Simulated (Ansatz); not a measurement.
# Ti: the change of pressure and energy less free atoms with volume scale

Results calculated with Ansatz 0.2.0, not measured. Periodic Kohn-Sham DFT of a crystal at fixed atoms, scaled to volume_scale times the given cell; pressure positive in compression, energy less spherical unpolarised free atoms, largest_vzz the field gradient of largest size among the nuclei.

The cell before it is scaled or strained (space group P6_3/mmc, No. 194):
```
Ti
1.0
      2.9357     0.0000     0.0000
     -1.4679     2.5424     0.0000
      0.0000     0.0000     4.6409
Ti
2
Direct
  0.33333 0.66667 0.25000
  0.66667 0.33333 0.75000
```

Settings of every row: method all-electron LAPW; functional LDA; relativity scalar; k mesh 13x13x7; filling fermi-dirac; smearing width 0.05 eV; basis error target 0.25 meV/atom; nucleus gaussian.

Atom start moment: 0 on all atoms.

```
row  volume scale  V (Å³/atom)  pressure (GPa)  energy less free atoms (eV/atom)
  1          0.95       16.453          -2.571                           -7.5084
  2         0.975       16.886          -5.491                           -7.4975
  3             1       17.319          -8.078                           -7.4791
  4         1.025       17.752               ?                                 ?
  5          1.05       18.185         -12.389                           -7.4233
```

Question: what pressure and energy less free atoms should row 4 give?

Worked fit of pressure. Take u = (V_r/V)^(2/3) − 1 with V_r = 17.102 Å³ an atom, which is twice the finite (Eulerian) strain; such expansions in the strain, on which the Birch-Murnaghan equation of state is built, carry the rest volume and the bulk modulus. The shown rows have u = 0.02613, 0.00851, -0.00837, -0.04011. Least squares give pressure = −6.8208 + 153.242 × u + 359.52 × u² GPa; a straight line predicts inner rows, each left out in turn, worse (root mean square 0.25 against 0.00065 GPa). All shown rows lie on it to the printed digit. The withheld row has u = -0.02456, so the fit gives −6.8208 + 153.242 × (-0.02456) + 359.52 × (-0.02456)² = -10.368 GPa.

The calculation gave -10.367 GPa. The fit lies 0.001 GPa (0.01 % of the column's range) below it, one unit of the last digit.

Worked fit of energy less free atoms. Take u = (V_r/V)^(2/3) − 1 with V_r = 17.102 Å³ an atom, which is twice the finite (Eulerian) strain; such expansions in the strain, on which the Birch-Murnaghan equation of state is built, carry the rest volume and the bulk modulus. The shown rows have u = 0.02613, 0.00851, -0.00837, -0.04011. Least squares give energy less free atoms = −7.4892 − 1.0929 × u + 13.713 × u² eV/atom; a straight line predicts inner rows, each left out in turn, worse (root mean square 0.0094 against 1.9e-05 eV/atom). All shown rows lie on it to the printed digit. The withheld row has u = -0.02456, so the fit gives −7.4892 − 1.0929 × (-0.02456) + 13.713 × (-0.02456)² = -7.4541 eV/atom.

The calculation gave -7.4541 eV/atom. The fit meets it to the printed digit.
